**Strain dependence of the gaps of wurtzite SiGe: a deformation-potential line and the rows that leave it**

The table holds band gaps, direct-gap changes, energy rises and pressure changes of a four-atom wurtzite SiGe cell under epitaxial, hydrostatic and uniaxial strain, from plane-wave PAW HSE06 on r2SCAN-relaxed cells without spin–orbit coupling. The program fits two linear deformation potentials to the Γ gap of seven hexagonal rows, adds a symmetry-splitting term for uniaxial x, builds valley lines for the fundamental gap, and compares a volume-only and a quadratic model. The fit has an rms misfit of 0.004 eV with D⊥ = −8.41 eV and Dz = +7.49 eV, while epitaxial −5 %, uniaxial z +5 % and uniaxial x −4 % lie 0.545, 0.179 and 0.113 eV below the prediction. The M and Γ lines cross near +0.8 % hydrostatic strain, and the listed rise of the gap from uniaxial z +1.5 % to +3 % matches the 0.084 eV gained by an off-mesh point. The elastic energy stays smooth within 0.1 meV per atom once the linear term from the residual stress is removed.

Wurtzite SiGe (P6_3mc, 4 atoms per cell, a = 3.906, c = 6.448 Å) under strain, computed with Ansatz 0.2.0 using HSE06, plane-wave PAW, a 420 eV cutoff, a 6×6×4 k mesh and no spin polarisation. Cell and atoms were relaxed with r2SCAN; uniaxial strain holds the sides, epitaxial strain frees the normal. Strains are per length, and changes are relative to the unstrained cell.

## Analysis program

```python
# Table: wurtzite SiGe under strain; gaps, energy rise, pressure change (Ansatz 0.2.0, PAW, HSE06 on r2SCAN cells, no spin-orbit).
# Tested: linear deformation potentials for the Gamma gap and the valleys, symmetry splitting under uniaxial x, smooth elastic energy.
T = {
    'strain_kind': ['epitaxial xy', 'epitaxial xy', 'epitaxial xy', 'hydrostatic', 'hydrostatic', 'hydrostatic', 'uniaxial x', 'uniaxial x', 'uniaxial x', 'uniaxial z', 'uniaxial z', 'uniaxial z'],
    'strain': [-5.0, -1.5, 3.0, 0.5, 1.5, 3.0, -4.0, 2.5, 5.0, 1.5, 3.0, 5.0],  # %
    'band_gap': [0.784, 0.992, 0.529, 0.996, 0.948, 0.812, 0.57, 0.672, 0.412, 0.962, 1.046, 0.99],  # eV
    'band_gap_change': [-0.189, 0.02, -0.443, 0.023, -0.024, -0.16, -0.403, -0.3, -0.561, -0.01, 0.074, 0.017],  # eV
    'least_direct_gap_change': [0.422, 0.293, -0.558, -0.047, -0.139, -0.274, 0.036, -0.329, -0.654, 0.112, 0.217, 0.196],  # eV
    'gap_kind': ['indirect', 'indirect', 'direct', 'indirect', 'direct', 'direct', 'indirect', 'indirect', 'indirect', 'indirect', 'indirect', 'indirect'],
    'energy_rise_per_atom': [84.5, 8.0, 22.3, 0.7, 9.4, 38.8, 22.4, 6.1, 25.5, 2.7, 11.0, 30.1],  # meV
    'pressure_change': [8.8, 2.3, -4.0, -1.3, -3.5, -6.3, 3.8, -2.0, -3.7, -1.3, -2.4, -3.7],  # GPa
}
import numpy as np
from scipy import constants as sc
k = np.array(T['strain_kind']); s = np.array(T['strain'], float); e = s/100
g, dg, dd, U, dP = (np.array(T[c], float) for c in ['band_gap', 'band_gap_change', 'least_direct_gap_change', 'energy_rise_per_atom', 'pressure_change'])
# further outputs of the same runs: unstrained gaps (eV), stress (GPa), volume per atom, free normal strain, z +1.5 mesh gap
G0, D0, pxx, pzz, V0, mesh15 = 0.97232, 1.086551, 0.31515, 0.19445, 21.30, 1.046313
fn = {-5: 0.016697, -1.5: 0.0049565, 3: -0.0064629}
epi, hyd, ux, uz = (k == n for n in ['epitaxial xy', 'hydrostatic', 'uniaxial x', 'uniaxial z'])
ex = np.where(uz, 0, e); ey = np.where(epi | hyd, e, 0)
ez = np.array([fn[v] if a else (v/100 if b else 0) for v, a, b in zip(s, epi, hyd | uz)])
ix = lambda m, v: int(np.where(m & (s == v))[0][0])
ls = lambda A, y: np.linalg.lstsq(A, y, rcond=None)[0]
rms = lambda r: float(np.sqrt(np.mean(r**2)))
X = np.c_[ex+ey, ez]; fit = ~ux & ~(epi & (s == -5)) & ~(uz & (s == 5))  # left out: direct gap not located
Dp, Dz = ls(X[fit], dd[fit]); lin = X @ [Dp, Dz]; ten = ux & (s > 0)
d = -np.sum((dd-lin)[ten]*e[ten])/np.sum(e[ten]**2); mod = lin - d*abs(ex-ey); r = dd - mod
print(f"unstrained: M gap {G0:.3f}, Gamma gap {D0:.3f}, difference {D0-G0:.3f} eV; table rounding 0.0005 eV")
print(f"Gamma gap, 7 rows: D_perp {Dp:.2f} eV, D_z {Dz:.2f} eV, hydrostatic sum {2*Dp+Dz:.2f} eV, rms {rms(r[fit]):.4f} eV")
print(f"valence doublet shift d (uniaxial x tension): {d:.2f} eV per unit strain")
print("row | direct gap change: table, model, residual | direct minus least gap (eV)")
for i in range(len(s)):
    print(f"{k[i]:12s} {s[i]:+4.1f} | {dd[i]:+.3f} {mod[i]:+.3f} {r[i]:+.3f} | {D0+dd[i]-g[i]:.3f} {T['gap_kind'][i]}, {'fitted' if fit[i] or ten[i] else 'predicted'}")
tr = ex+ey+ez; av = np.sum(dd[fit]*tr[fit])/np.sum(tr[fit]**2); rv = (dd-av*tr)[fit]
print(f"volume only, same 7 rows: slope {av:.2f} eV, rms {rms(rv):.3f}, worst {max(abs(rv)):.3f} eV")
Q = np.c_[X, X[:, 0]**2, X[:, 0]*ez, ez**2][~ux]; rq = dd[~ux] - Q @ ls(Q, dd[~ux])
print(f"5-constant quadratic, 9 hexagonal rows: rms {rms(rq):.3f}, worst {max(abs(rq)):.3f} eV")
print("epitaxial normal/in-plane strain ratio: " + ", ".join(f"{v:+.1f}%: {fn[v]/v*100:.3f}" for v in fn))
m = [ix(hyd, 0.5), ix(epi, -1.5)]; A, B = np.linalg.solve(X[m], dg[m]); z1, z3, z5 = ix(uz, 1.5), ix(uz, 3), ix(uz, 5)
print(f"M valley, 2 rows, exact: in-plane {A:.2f} eV, along c {B:.2f} eV, hydrostatic sum {2*A+B:.2f} eV")
print(f"M line at z +1.5: {G0+B*e[z1]:.3f} eV; mesh gap there {mesh15:.3f}; off-mesh point lower by {mesh15-g[z1]:.3f}")
q = fn[3]/0.03; xh = (D0-G0)/(2*A+B-2*Dp-Dz); xe = (D0-G0)/(2*(A-Dp)+q*(B-Dz))
print(f"M-Gamma crossing: hydrostatic {100*xh:+.2f}% at gap {G0+(2*A+B)*xh:.3f} eV; epitaxial about {100*xe:+.1f}%")
t = [ix(epi, -5), z3, z5]; c3 = np.linalg.solve(np.c_[np.ones(3), X[t]], g[t]); P3 = c3[0] + X @ c3[1:]
print(f"mesh point (0,1/3,1/4), 3 rows, exact: {c3[0]:.3f} eV unstrained, in-plane {c3[1]:.2f}, along c {c3[2]:.2f} eV")
dep = P3[z1] - g[z1]
print(f"that point at z +1.5: {P3[z1]:.3f} eV, {dep:.3f} above the off-mesh value; listed rise z +1.5 to +3: {g[z3]-g[z1]:+.3f}")
print("crude off-mesh valley (same depth) vs table: " + ", ".join(f"{k[i][:3]}{k[i][-2:]} {s[i]:+.1f}: {P3[i]-dep:.2f}/{g[i]:.2f}" for i in [m[1]]+t))
print(f"M line minus table gap: epitaxial -5 {G0+X[t[0]]@[A,B]-g[t[0]]:+.3f}, z +3 {G0+B*e[z3]-g[z3]:+.3f}, z +5 {G0+B*e[z5]-g[z5]:+.3f} eV")
off = dd - dg; sv = np.sum((off-(Dp-A)*e)[ten]*e[ten])/np.sum(e[ten]**2); w = np.where(e > 0, 1, 0.5)
print(f"uniaxial x: single M valley drops {sv:.2f} eV per unit tension, pair half of that in compression")
for i in np.where(ux)[0]:
    a = abs(e[i]); mg = A*e[i] - d*a - sv*w[i]*a; mo = (Dp-A)*e[i] + sv*w[i]*a
    print(f"x {s[i]:+.1f}: gap change {dg[i]:+.3f}, model {mg:+.3f} (valence {-d*a:+.3f}, valley {-sv*w[i]*a:+.3f}), res {dg[i]-mg:+.3f}; Gamma-M offset res {off[i]-mo:+.3f}")
c = V0*1e-21/sc.e*1e3  # meV per atom per GPa
L = -c*(pxx*(ex+ey) + pzz*ez); K = 2*(U-L)/(c*e**2); worst = 0
print("energy: stiffness 2(E-linear)/(V e^2) by row in GPa; fit K0 e^2/2 + cubic; rounding 0.05 meV")
for n, mk in zip(['epitaxial', 'hydrostatic', 'uniaxial x', 'uniaxial z'], [epi, hyd, ux, uz]):
    E = c/2*np.c_[e[mk]**2, e[mk]**3]; p = ls(E, (U-L)[mk]); re = max(abs((U-L)[mk]-E @ p)); worst = max(worst, re)
    print(f"{n}: {', '.join(f'{v:.0f}' for v in K[mk])}; K0 {p[0]:.0f}, softening {p[1]/p[0]:.1f}% per %, worst residual {re:.2f} meV")
print("linear term (meV/atom), hydrostatic rows: " + ", ".join(f"{v:+.2f}" for v in L[hyd]))
print("bulk modulus from energy (GPa): " + ", ".join(f"{v/9:.0f}" for v in K[hyd]) + "; linear term ignored: " + ", ".join(f"{v:.0f}" for v in (2*U/(9*c*e**2))[hyd]))
print("bulk modulus from pressure, secant (GPa): " + ", ".join(f"{v:.0f}" for v in (-dP/(3*e))[hyd]))
assert Dp < 0 < Dz and rms(r[fit]) < 0.015 < rms(rv)
assert r[t[0]] < -0.1 and r[z5] < -0.1 and r[ix(ux, -4)] < -0.05
assert 0.005 < xh < 0.015 and all(dg[ux] < 0)
assert worst < 1.5
```

Output:

```
unstrained: M gap 0.972, Gamma gap 1.087, difference 0.114 eV; table rounding 0.0005 eV
Gamma gap, 7 rows: D_perp -8.41 eV, D_z 7.49 eV, hydrostatic sum -9.33 eV, rms 0.0044 eV
valence doublet shift d (uniaxial x tension): 4.68 eV per unit strain
row | direct gap change: table, model, residual | direct minus least gap (eV)
epitaxial xy -5.0 | +0.422 +0.967 -0.545 | 0.725 indirect, predicted
epitaxial xy -1.5 | +0.293 +0.290 +0.003 | 0.388 indirect, fitted
epitaxial xy +3.0 | -0.558 -0.553 -0.005 | -0.000 direct, fitted
hydrostatic  +0.5 | -0.047 -0.047 -0.000 | 0.044 indirect, fitted
hydrostatic  +1.5 | -0.139 -0.140 +0.001 | -0.000 direct, fitted
hydrostatic  +3.0 | -0.274 -0.280 +0.006 | 0.001 direct, fitted
uniaxial x   -4.0 | +0.036 +0.149 -0.113 | 0.553 indirect, predicted
uniaxial x   +2.5 | -0.329 -0.327 -0.002 | 0.086 indirect, fitted
uniaxial x   +5.0 | -0.654 -0.655 +0.001 | 0.021 indirect, fitted
uniaxial z   +1.5 | +0.112 +0.112 -0.000 | 0.237 indirect, fitted
uniaxial z   +3.0 | +0.217 +0.225 -0.008 | 0.258 indirect, fitted
uniaxial z   +5.0 | +0.196 +0.375 -0.179 | 0.293 indirect, predicted
volume only, same 7 rows: slope -4.05 eV, rms 0.210, worst 0.341 eV
5-constant quadratic, 9 hexagonal rows: rms 0.035, worst 0.082 eV
epitaxial normal/in-plane strain ratio: -5.0%: -0.334, -1.5%: -0.330, +3.0%: -0.215
M valley, 2 rows, exact: in-plane 0.07 eV, along c 4.46 eV, hydrostatic sum 4.60 eV
M line at z +1.5: 1.039 eV; mesh gap there 1.046; off-mesh point lower by 0.084
M-Gamma crossing: hydrostatic +0.82% at gap 1.010 eV; epitaxial about +0.6%
mesh point (0,1/3,1/4), 3 rows, exact: 1.130 eV unstrained, in-plane 2.99, along c -2.80 eV
that point at z +1.5: 1.088 eV, 0.126 above the off-mesh value; listed rise z +1.5 to +3: +0.084
crude off-mesh valley (same depth) vs table: epixy -1.5: 0.90/0.99, epixy -5.0: 0.66/0.78, uni z +3.0: 0.92/1.05, uni z +5.0: 0.86/0.99
M line minus table gap: epitaxial -5 +0.256, z +3 +0.060, z +5 +0.205 eV
uniaxial x: single M valley drops 6.76 eV per unit tension, pair half of that in compression
x -4.0: gap change -0.403, model -0.325 (valence -0.187, valley -0.135), res -0.078; Gamma-M offset res -0.036
x +2.5: gap change -0.300, model -0.284 (valence -0.117, valley -0.169), res -0.016; Gamma-M offset res +0.014
x +5.0: gap change -0.561, model -0.569 (valence -0.234, valley -0.338), res +0.008; Gamma-M offset res -0.007
energy: stiffness 2(E-linear)/(V e^2) by row in GPa; fit K0 e^2/2 + cubic; rounding 0.05 meV
epitaxial: 486, 459, 412; K0 440, softening -2.1% per %, worst residual 0.09 meV
hydrostatic: 751, 738, 704; K0 773, softening -3.0% per %, worst residual 0.02 meV
uniaxial x: 195, 172, 166; K0 182, softening -1.8% per %, worst residual 0.08 meV
uniaxial z: 206, 197, 189; K0 210, softening -2.0% per %, worst residual 0.05 meV
linear term (meV/atom), hydrostatic rows: -0.55, -1.64, -3.29
bulk modulus from energy (GPa): 83, 82, 78; linear term ignored: 47, 70, 72
bulk modulus from pressure, secant (GPa): 87, 78, 70
```
